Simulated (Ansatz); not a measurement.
# Redistribution: C2H2F2O + C4H4F2 → C2H3FO + C4H3F3

Species: C2H2F2O `FC1OC1F`, singlet; C4H4F2 `FC1=CC(F)C1`, singlet; C2H3FO `FC1CO1`, singlet; C4H3F3 `FC1=CC(F)(F)C1`, singlet. The partners trade F for H; both sit on C, so the bond types are kept.

Shapes, held fixed at every level: PBE0-D4/def2-TZVP. Programs: Ansatz 0.2.0. Electronic energies: no zero-point or thermal term.

| level | kind | ΔE (kJ/mol) | less CCSD(T)/CBS estimate | CPU time (sum over the molecules) |
| --- | --- | --- | --- | --- |
| HF/def2-TZVPP | Hartree–Fock | -27.6 | -3.8 | – |
| PBE0-D4/def2-TZVPP | global hybrid | -21.8 | +2.0 | 29 s |
| wB97M-V/def2-TZVPP | range-separated hybrid | -24.3 | -0.5 | 1.8 min |
| B2PLYP/def2-TZVPP | double hybrid | -21.7 | +2.1 | 56 s |
| MP2/def2-TZVPP | perturbation theory | -23.0 | +0.8 | – |
| CCSD(T)/def2-TZVPP | coupled cluster or CI | -23.3 | +0.5 | 26 min |
| CCSD(T)/CBS estimate | coupled cluster or CI | -23.8 | 0.0 | 29 min |

The highest level, CCSD(T)/CBS estimate, gives ΔE = -23.8 kJ/mol; the levels span -27.6 to -21.7. The column of differences is taken from that level and isn't an error. No measured value is set beside it here. The CBS estimate extrapolates MP2 from def2-TZVPP and def2-QZVPP and adds CCSD(T) − MP2 in the triple-zeta set, cores frozen. Times are processor times on shared x86 and Arm servers, and rough.

Moving fluorine from the difluorinated epoxide to the cyclobutene is exothermic at every level, with -23.8 kJ/mol at the highest. The transfer turns a CHF carbon into a CF2 group, where fluorine lone pairs donate into the neighbouring C–F σ* orbital and the strongly positive carbon attracts both fluorines. The epoxide loses a comparable O–C–F anomeric interaction, so the gain is a net balance. Relief of repulsion between the vicinal C–F dipoles probably contributes, as does ring strain: the exocyclic bonds of a three-membered ring are rich in carbon s character, whereas fluorine prefers carbon orbitals rich in p character.

Hartree–Fock makes the reaction too favourable relative to the coupled-cluster result, and MP2 recovers most of the difference, so correlation modestly favours the reactants without creating the preference. The total energy can't separate the geminal, vicinal and strain contributions, and the vicinal part will depend on whether the difluorooxirane is cis or trans, which its formula string leaves open.
